Problem. Placement and best focus of a 44 nm device grating and a 1000 nm overlay mark under the same coma and spherical aberration

An EUV projection system prints a dense wiring level and its overlay mark in one exposure. Typical inputs: vacuum wavelength λ = 13.5 nm, numerical aperture NA = 0.33; the image space is vacuum, n = 1. Assumed inputs: device pitch pd = 44 nm, mark pitch pm = 1000 nm, both at wafer scale, both 1:1 lines on a thin binary mask, running along y. The source is a single on-axis point, the electric field lies along the lines (TE), and the resist prints an edge where the intensity is 1/4 of the clear-field value. Along the pupil diameter parallel to x the assumed wavefront is

W(ρ) = c7 (3ρ³ − 2ρ) + c9 (6ρ⁴ − 6ρ² + 1), c7 = c9 = 0.10 nm,

with −1 ≤ ρ ≤ 1 (fringe Zernike coma and spherical). The coefficients were chosen as a modest share of the total wavefront aberration of such optics, typically about 0.2 nm rms.

Find (a) the image shift of the device, (b) the shift of the mark, (c) the offset left on the device when the mark is brought to zero, (d) best focus of both patterns.

Solution, with margin comments

Comment 1. The conventions that fix the signs.
Time dependence is exp(−iωt) and k = 2π/λ = 0.4654 nm⁻¹; the photon energy hc/λ is 91.8 eV. Everything is on the wafer side: z points along the light, away from the optics, and a beam at angle θ to z with positive x component has ρ = n sin θ/NA > 0. W is an optical path in nm, positive when the beam has travelled further than in the ideal system, so it adds a phase +kW. A text that counts W positive for a wavefront running ahead of the reference sphere has both signs below reversed. Fringe coefficients are edge values, and over the round pupil the rms values are c7/√8 = 0.035 nm and c9/√5 = 0.045 nm. The Strehl ratio 1 − k²(c7²/8 + c9²/5) is 0.9993, so the peak of a point image hardly registers what follows.

Comment 2. Why the formula holds.
Order m of a grating has transverse wavenumber 2πm/p, so n sin θm = mλ/p and ρm = mρ1 with ρ1 = λ/(p NA). Its axial wavenumber is kn cos θm. With amplitudes a0 and a+1 = a−1 = a1 real,

E = a0 exp(ik[W(0) + nz]) + a1 exp(ik nz cos θ1) {exp(i[2πx/p + kW(ρ1)]) + exp(i[−2πx/p + kW(−ρ1)])}.

Write W(±ρ1) = We ± Wo, with We and Wo the even and odd parts at ρ1. The braces become 2 exp(ikWe) cos(2πx/p + kWo). Dividing out the phase of the zero order gives

E = a0 + 2a1 exp(iφ) cos u, u = 2πx/p + kWo, φ = k[We − W(0) − nz(1 − cos θ1)],
I = a0² + 4a1² cos² u + 4a0a1 cos φ cos u.

The odd part enters only through u and the even part only through φ. Hence the pattern is translated rigidly to u = 0, and the term with the grating period is largest at φ = 0:

Δx = −p Wo(ρ1)/λ = −Wo(ρ1)/(NA ρ1),
zbest = [We(ρ1) − W(0)]/[n(1 − cos θ1)], sin θ1 = λ/(np).

Neither step expands in W/λ, so for three beams both results are exact in the aberration, Δx does not depend on focus, and zbest does not depend on coma. The index n is absent from Δx because p/λ and W already fix the phase. A sign check for zbest: if the first orders carry extra path, the zero order has to make it up, and it gains n(1 − cos θ1) of path per unit of z, so the phases meet downstream, z > 0.

Comment 3. When there are three beams.
The first orders pass for p ≥ λ/NA = 40.91 nm. The second orders stay out for p < 2λ/NA = 81.82 nm. A thin 1:1 mask has a0 = 1/2 and am = sin(πm/2)/(πm), which vanishes for even m, so the range extends to 3λ/NA = 122.7 nm. The device lies inside it. The mark does not: ρ1 = 13.5 nm/(1000 nm × 0.33) = 0.04091, 1/ρ1 = 24.4, and the odd orders up to ±23 all pass, N = 12 pairs. The three-beam formula therefore cannot simply be evaluated at p = 1000 nm, and part (b) needs its own argument.

Comment 4. Part (a), the device.
ρd = 13.5 nm/(44 nm × 0.33) = 0.92975 and ρd² = 0.86444. Then 3ρd² − 2 = 0.59332 and Wo = 0.10 nm × 0.92975 × 0.59332 = 0.05516 nm, a phase of 0.0257 rad. With pd/λ = 3.2593,

Δxd = −3.2593 × 0.05516 nm = −0.180 nm.

For coma the general form is Δx = −(c7/NA)(3ρ1² − 2), with c7/NA = 0.3030 nm. It changes sign at ρ1² = 2/3, a pitch of 50.1 nm. The threshold 1/4 is the dose to size: at zbest the field is 1/2 + (2/π) cos u, which equals 1/2 at cos u = 0 and so prints 1:1.

Comment 5. Chord, and not tangent.
Ray optics displaces a ray by −(1/NA) dW/dρ, and it is tempting to use that slope at ρd. It gives −(c7/NA)(9ρd² − 2) = −1.75 nm, nearly ten times the answer. The fringes come from beams far apart in the pupil, so what counts is the slope of the chord from −ρ1 to +ρ1, which is Wo/ρ1. Chord and tangent agree for pure tilt, and for any smooth W as ρ1 → 0.

Comment 6. Part (b), first reading: the fundamental of the aerial image.
Under coma alone the mark field is real, E = 1/2 + 2Σ am cos(2πmx/p + ψm), ψm = kWo(ρm), summed over odd m from 1 to 23. The harmonic of I with period p comes from pairs of orders that differ by one. Two odd orders differ by an even number, so only the pairs (0, ±1) contribute, and this harmonic obeys the three-beam formula exactly. Here 3ρ1² − 2 = −1.99498, Wo = −0.008161 nm, pm/λ = 74.074, and

Δx1 = +74.074 × 0.008161 nm = +0.605 nm,

close to the long-pitch limit 2c7/NA = 0.606 nm. The number is correct for a detector that reads the phase of the fundamental of the light intensity. The argument needs the even orders to vanish and fails for other duty ratios.

Comment 7. Part (b), second reading: the printed edges.
The resist does not keep the fundamental of the light. It keeps two edges per period, and any later measurement, by image or by diffraction, sees a bar whose centre is the midpoint of those edges. Put x = p/4 + δ and θ̃m = 2πmδ/p + ψm. For odd m, cos(mπ/2 + θ̃m) = −sin(mπ/2) sin θ̃m, and am sin(mπ/2) = 1/(πm). The edge condition E = 1/2 becomes

Σ (1/m) sin θ̃m = 0.

At x = −p/4 + δ every term changes sign, the condition is the same, and both edges move by the same δ with the width unchanged. For small phases Σ (2πδ/p + ψm/m) = 0, so

δ = (1/N) Σ δm, δm = −p Wo(ρm)/(mλ) = −Wo(ρm)/(NA ρm).

The edge shift is the plain average of the three-beam shifts belonging to all passed orders. The weights are equal because the amplitude falls as 1/m while the contribution to the slope carries a factor m. Four of the twelve terms, with the focus values zm that comment 10 uses:

m = 1: ρ = 0.041, δm = +0.605 nm, zm = −11.00 nm
m = 9: ρ = 0.368, δm = +0.483 nm, zm = −9.49 nm
m = 17: ρ = 0.695, δm = +0.166 nm, zm = −5.61 nm
m = 23: ρ = 0.941, δm = −0.199 nm, zm = −1.23 nm

The mean of m² over the first N odd numbers is (4N² − 1)/3, here 575/3, so ⟨ρ²⟩ = (575/3) ρ1² = 0.32076 and

Δxm = −0.3030 nm × (3 × 0.32076 − 2) = +0.314 nm.

Solving the sine condition without linearising moves this by less than 0.0001 nm. For very long pitch ⟨ρ²⟩ → 1/3 and the edge shift tends to c7/NA = 0.303 nm, half the limit of the fundamental. A large feature does not sample only the centre of the pupil: its bulk does, while its edges use the whole diameter.

Comment 8. Part (c), what survives alignment.
The term −2ρ in the coma polynomial is a tilt. It moves every pattern by the same +2c7/NA, which a stage offset removes, so neither −0.180 nm nor +0.314 nm has meaning apart from the choice of origin. The difference does:

Δxd − Δxm = −(3c7/NA)(ρd² − ⟨ρ²⟩) = −0.9091 nm × (0.86444 − 0.32076) = −0.494 nm.

When the printed mark is brought to zero, the model leaves the device displaced by −0.49 nm. Using the three-beam formula for the mark would give −0.784 nm, too large by a factor of 1.6. The offset is linear in c7, −4.9 nm per nm of fringe coma. Overlay is a difference between two layers, so the quantity that reaches the product is the offset of this layer minus that of the reference layer, each with its own pitch, source and lens state. Two layers alike in all three cancel.

Comment 9. Whether another mark pitch would cure it.
A mark follows the device if ⟨ρ²⟩ = ρd². With N pairs passed, (2N − 1)ρ1 ≤ 1 < (2N + 1)ρ1, so ⟨ρ²⟩ lies between (2N − 1)/[3(2N + 1)] and (2N + 1)/[3(2N − 1)]. For N = 2 the upper bound is 5/9 = 0.556, already below 0.864, and it falls with N. No plain 1:1 mark with more than three beams matches this device, which is the reason for building the bars of a mark out of lines near the device pitch, so that the light again passes near ±ρd. For N = 12 the bounds give edge shifts from 0.327 nm down to 0.277 nm. This sawtooth in pitch comes from orders crossing a sharp pupil rim under a point source, and a source of finite size rounds it off.

Comment 10. Part (d), focus.
For spherical aberration We(ρ) − W(0) = 6c9 ρ²(ρ² − 1); the constant +1 drops out. For the device this is −0.07031 nm, a phase of magnitude 0.0327 rad. With sin θ1 = 13.5/44 = 0.30682 and 1 − cos θ1 = 0.048232,

zd = −0.07031 nm/0.048232 = −1.46 nm.

The paraxial denominator sin²θ1/2 = 0.047069 would give −1.49 nm, off by 2.5 per cent. The solution φ = 0 is one of a family: φ returns to itself after λ/[n(1 − cos θ1)] = 280 nm (the Talbot self-imaging distance), and the modulation with period p vanishes a quarter of that, 70 nm, from best focus.

For the first orders of the mark We − W(0) = −0.0010025 nm and 1 − cos θ1 = 9.113×10⁻⁵, so z1 = −11.00 nm, near the paraxial long-pitch limit −12c9/NA² = −11.02 nm. This ratio of two small numbers is exact and of no practical use. The self-imaging distance is 1.48×10⁵ nm, and the phase being cancelled is 4.7×10⁻⁴ rad. The mark loses sharpness at its edges. With gm = n(1 − cos θm), ΔWm = We(ρm) − W(0) and φm = k(ΔWm − z gm), the field under even aberration is 1/2 + 2Σ am exp(iφm) cos(2πmx/p). At x = p/4 it is still 1/2, and the slope there is

dI/dx = 2 Re(E* dE/dx) = −(4/p) Σ cos φm.

The steepest edge has Σ gm sin φm = 0, or for small phases

zedge = Σ gm ΔWm / Σ gm² = −0.023237 nm/0.0068318 = −3.40 nm.

This is the mean of the values zm = ΔWm/gm weighted by gm², which grows about as m⁴, so the high orders decide. The paraxial long-pitch limit is (12c9/NA²) ∫ρ⁴(ρ² − 1)dρ / ∫ρ⁴dρ over 0 to 1, which is −(2/7)(12c9/NA²) = −3.15 nm. The focus difference between device and mark is zd − zedge = +1.94 nm, where the three-beam value for the mark would suggest +9.54 nm. Exposing the device 1.94 nm off its best focus costs a phase of 0.044 rad and 0.1 per cent of its modulation. Equal fringe coefficients thus give a placement offset that matters and a focus offset that does not.

Comment 11. The clean separation of odd and even belongs to three beams only.
With coma and even phases together, the real part of the field at the edge gives Σ (cos φm/m) sin θ̃m = 0, while the imaginary part is first order in the coma and enters I only squared. To first order in coma, at any focus where the edge keeps its slope,

δ = Σ cos φm δm / Σ cos φm.

At z = zd the largest phase is 0.052 rad, at m = 17, and δ changes by less than 0.001 nm, which justifies treating (b) and (d) separately. At 30 nm of defocus, with c9 set aside, the outermost order has |φ| = 0.690 rad and weight 0.771, the weighted ⟨ρ²⟩ falls to 0.300, and δ rises to 0.333 nm, a change of 0.019 nm that is even in z. The device shift stays at −0.180 nm throughout.

Comment 12. Polarisation.
For TE the fields of all orders are parallel and add as scalars. For TM the x components carry cos θm. The device pattern stays symmetric about u = 0, so Δxd is untouched. For the mark the leading effect is a weight cos θm in the average, which raises δ by 0.004 nm. The radiometric factor on the amplitudes, also left out, is roughly (cos θm)^(−1/2) and acts more weakly in the opposite direction. These terms limit the answer to (c) to two figures.

Comment 13. The mask is the larger neglected term.
An EUV mask is a mirror lit obliquely, typically at 6°, through an absorber several wavelengths thick, and it gives the orders phases of its own. These enter the same two formulas in place of kW. An even phase χ between first and zero orders moves the device focus by (χ/2π) × 280 nm and an odd phase χ moves the image by −χ pd/2π. For an assumed χ = 0.2 rad, of the order typical for thick absorbers at dense pitch, the magnitudes are 8.9 nm and 1.4 nm, both above the lens terms found here. For lines parallel to the plane of incidence and an on-axis source point, mirror symmetry in x forbids the odd mask phase, and that is the orientation for which (a) to (c) stand as computed. The even mask phase remains, so zd is the lens contribution to best focus and the full pitch dependence of focus on a real mask is typically several times larger. For the device the mask and lens phases add, so the lens contribution is still given by comment 2.

Comment 14. The source moves the sampling points.
A pitch this close to the cut-off is normally exposed off axis. Take a point at σ = ρd/2 = 0.4649: the zero order passes at +σ, the −1 order at −σ, and the +1 order at 3σ is lost. The two beams differ in phase by 2πx/p + 2kWo(σ), so Δx = −2p Wo(σ)/λ = −Wo(σ)/(NA σ), and the mirror point at −σ gives the same value. Here 3σ² − 2 = −1.3517 and Δx = +0.410 nm, against −0.180 nm on axis, for the same lens. The even part gives the two beams equal phases and equal axial wavenumbers, so neither spherical aberration nor defocus acts on them. The mark has to be recomputed for that source, since its orders no longer pair up about the pupil centre. A projection system with a central obscuration, as in the high-NA EUV design, blocks an on-axis zero order, so there the on-axis three-beam case does not occur. What carries over is the rule that placement follows the chord of W between the interfering beams, with a prefactor 1/NA for given pupil positions.

Answers, all the model's, for the assumed c7 = c9 = 0.10 nm, thin mask and on-axis point source: (a) Δxd = −0.18 nm. (b) +0.31 nm for the printed mark, +0.60 nm for the fundamental of its aerial image. (c) −0.49 nm on the device when the printed mark is zeroed. (d) Lens contribution to best focus −1.5 nm for the device and −3.4 nm for the mark edges.